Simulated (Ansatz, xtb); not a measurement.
## Relative energy of two isomers of CH10AsBSi

Structure X is `[BH3-][AsH2+][SiH2]C`, a singlet and structure Y is `C[BH2-][AsH2+][SiH3]`, a singlet. Both are isolated molecules in the gas phase, relaxed with B3LYP-D3(BJ)/def2-SVP; the shapes shown needn't be the lowest conformers.

X (Å):

```xyz
14

C    -1.7797   -1.2385   -1.2615
As    0.2172    1.0272    0.3776
B     1.6369    1.0568   -1.1684
Si   -1.1245   -0.9354    0.4723
H     2.2036    2.1261   -1.0556
H     2.3033    0.0698   -0.9086
H     0.9168    0.9412   -2.1466
H    -0.8283    2.1260    0.3859
H     0.6916    1.1739    1.8100
H    -0.2095   -2.0172    0.9307
H    -2.2131   -0.7467    1.4731
H    -0.9445   -1.2957   -1.9766
H    -2.3450   -2.1831   -1.3037
H    -2.4476   -0.4218   -1.5769
```

Y (Å):

```yaml
atoms:
  - { symbol: C, position_ang: [-1.2273, 2.7202, -0.3933] }
  - { symbol: As, position_ang: [0.6005, 0.9943, 1.3261] }
  - { symbol: B, position_ang: [-0.9508, 2.4937, 1.1752] }
  - { symbol: Si, position_ang: [0.2292, -1.0936, 0.2470] }
  - { symbol: H, position_ang: [-2.0352, 3.4683, -0.4877] }
  - { symbol: H, position_ang: [-0.3642, 3.1245, -0.9502] }
  - { symbol: H, position_ang: [-1.5780, 1.8186, -0.9257] }
  - { symbol: H, position_ang: [-1.8144, 1.9007, 1.8059] }
  - { symbol: H, position_ang: [-0.4339, 3.4100, 1.7932] }
  - { symbol: H, position_ang: [0.9927, 0.5261, 2.7139] }
  - { symbol: H, position_ang: [1.9965, 1.3068, 0.8141] }
  - { symbol: H, position_ang: [0.0967, -0.8154, -1.2077] }
  - { symbol: H, position_ang: [1.3608, -2.0280, 0.4968] }
  - { symbol: H, position_ang: [-1.0376, -1.6473, 0.7945] }
```

Quicker runs give these differences E(Y) − E(X): GFN2-xTB +2.9 kcal/mol; HF/STO-3G +5.6 kcal/mol (at GFN2-xTB geometries); r2SCAN-D4/def2-SVP +5.3 kcal/mol (at GFN2-xTB geometries).

Q: Estimate E(Y) − E(X) at the level CCSD(T)/def2-SVP + ΔMP2/def2-TZVPP.

A: Calculated at CCSD(T)/def2-SVP + ΔMP2/def2-TZVPP: E(Y) − E(X) = +5.8 kcal/mol, so structure X lies lower.

How the difference moves with the method:

```tsv
level	geometry	E(Y) − E(X) (kcal/mol)	departure from the last row (kcal/mol)	job, with rough time for the two
GFN2-xTB	GFN2-xTB	+2.9	−2.9	optimisation, 1.4 s
HF/STO-3G	GFN2-xTB	+5.6	−0.2	single point, 4 s
r2SCAN-D4/def2-SVP	GFN2-xTB	+5.3	−0.5	single point, 13 s
B3LYP-D3(BJ)/def2-SVP	B3LYP-D3(BJ)/def2-SVP	+4.6	−1.2	optimisation, 7.6 min
HF/def2-SVP	B3LYP-D3(BJ)/def2-SVP	+4.2	−1.6	part of the CCSD(T) run
MP2/def2-SVP	B3LYP-D3(BJ)/def2-SVP	+4.4	−1.3	part of the CCSD(T) run
CCSD(T)/def2-SVP	B3LYP-D3(BJ)/def2-SVP	+3.8	−2.0	single point
CCSD(T)/def2-SVP + ΔMP2/def2-TZVPP	B3LYP-D3(BJ)/def2-SVP	+5.8		single point, 2 min
```

As drawn, Y has 1 C–B, 1 Si–H in place of 1 C–Si, 1 B–H.

The levels shown agree on the order. The largest departure from CCSD(T)/def2-SVP + ΔMP2/def2-TZVPP is that of GFN2-xTB, 2.9 kcal/mol. The last row adds to CCSD(T) the change of the MP2 difference between the two basis sets, here +2.0 kcal/mol.

With harmonic frequencies from B3LYP-D3(BJ)/def2-SVP (ideal gas, rigid rotor, one conformer each, 400 K, 1 atm): on the last row, ΔE + ΔZPE = +5.5 kcal/mol. A mode under 50 cm⁻¹ makes harmonic enthalpies and free energies unreliable, so none is given.

The correlated steps freeze 16 core orbitals; the filled d shell of As is correlated, in a basis made for valence electrons. Programs: Ansatz 0.2.0, xtb 6.7.1; the last row on 2 threads of Intel(R) Xeon(R) Processor @ 2.50GHz (Skylake/Cascade Lake) on a shared host.

Both isomers are arsine-borane adducts, and they differ in whether the methyl group sits on silicon or on boron. The preference for X probably comes largely from the dative As–B bond. A methyl group stabilises free three-coordinate boron by donating into its empty p orbital, but that orbital is taken up once arsenic coordinates, so methylborane is the weaker acceptor. The shorter As–B distance in X fits this picture. Methyl on the silyl group, by contrast, leaves the acceptor untouched and may make arsenic a slightly better donor.

The preference is already present at Hartree–Fock level, so electron correlation isn't its origin. Enlarging the basis changes the gap more than going from HF to CCSD(T) in the small basis does, which suggests that the close agreement of HF/STO-3G with the final value is a cancellation of errors. Zero-point motion barely alters the gap. Without energies for the separated arsines and boranes, the dative contribution can't be divided from the intrinsic exchange of Si–C and B–H for B–C and Si–H bonds.
